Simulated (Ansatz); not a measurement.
## AlNH2Cl (SMILES [NH2][Al][Cl]): methods side by side

The species is AlNH2Cl (5 atoms), meant as a doublet with charge 0. As SMILES, `[NH2][Al][Cl]`. The shape is that of a PBE0-D4/def2-TZVP optimisation. This is one conformer, not always the lowest.

```xyz
5

N    -0.5494    0.4617   -0.2320
Al    0.4026   -0.2916    1.0491
Cl    1.9070   -1.6497    0.4408
H    -1.2936    1.1233   -0.0835
H    -0.4166    0.2827   -1.2159
```

Each level gives the energy change with the N1–Al2 bond stretched from 1.765 to 2.647 Å (eV). The values are calculated.

```csv
level,kind,program,value (eV),less FCI/STO-3G
UBLYP/STO-3G,GGA,Ansatz,2.60,+0.46
UPBE/STO-3G,GGA,Ansatz,2.78,+0.64
U-r2SCAN/STO-3G,meta-GGA,Ansatz,2.93,+0.79
U-wB97X/STO-3G,range-separated hybrid,Ansatz,2.72,+0.58
UHSE06/STO-3G,range-separated hybrid,Ansatz,2.80,+0.66
UCCSD(T)/STO-3G,coupled cluster or CI,Ansatz,2.14,0.00
UCCSDT/STO-3G,coupled cluster or CI,Ansatz,2.15,+0.01
UCCSDTQ/STO-3G,coupled cluster or CI,Ansatz,2.14,0.00
FCI/STO-3G,exact in the basis,Ansatz,2.14,0.00
```

FCI/STO-3G is exact within its basis and frozen core, so for wave-function methods in that basis the difference is their error; functionals converge differently with the basis, so for them it is only a difference. The first shape isn't each level's own minimum. The values span 2.14 to 2.93 eV. All rows use very small basis sets, so even the best lies far from the true value.

Stretching the Al–N bond costs 2.14 eV in the exact treatment within the basis, and every functional makes the stretch more expensive, from 2.60 eV with UBLYP to 2.93 eV with U-r2SCAN. The substantial cost fits a strongly polar σ bond, reinforced by some donation from the nitrogen lone pair into the empty Al 3p orbital; both contributions weaken as overlap and charge transfer fall.

The coupled-cluster values stay within 0.01 eV of the exact result, so connected triples beyond the perturbative estimate, and quadruples, hardly affect this energy difference. This is plausible for a radical whose homolytic cleavage leads to closed-shell AlCl and an NH2 radical, since a single determinant can describe both ends of the path.

Among the functionals, UPBE and UHSE06 nearly coincide, which suggests that short-range exact exchange matters little here; the wider spread probably reflects different semilocal descriptions of exchange and correlation. The stretched structure is not a separated limit, so these energies are not bond dissociation energies.
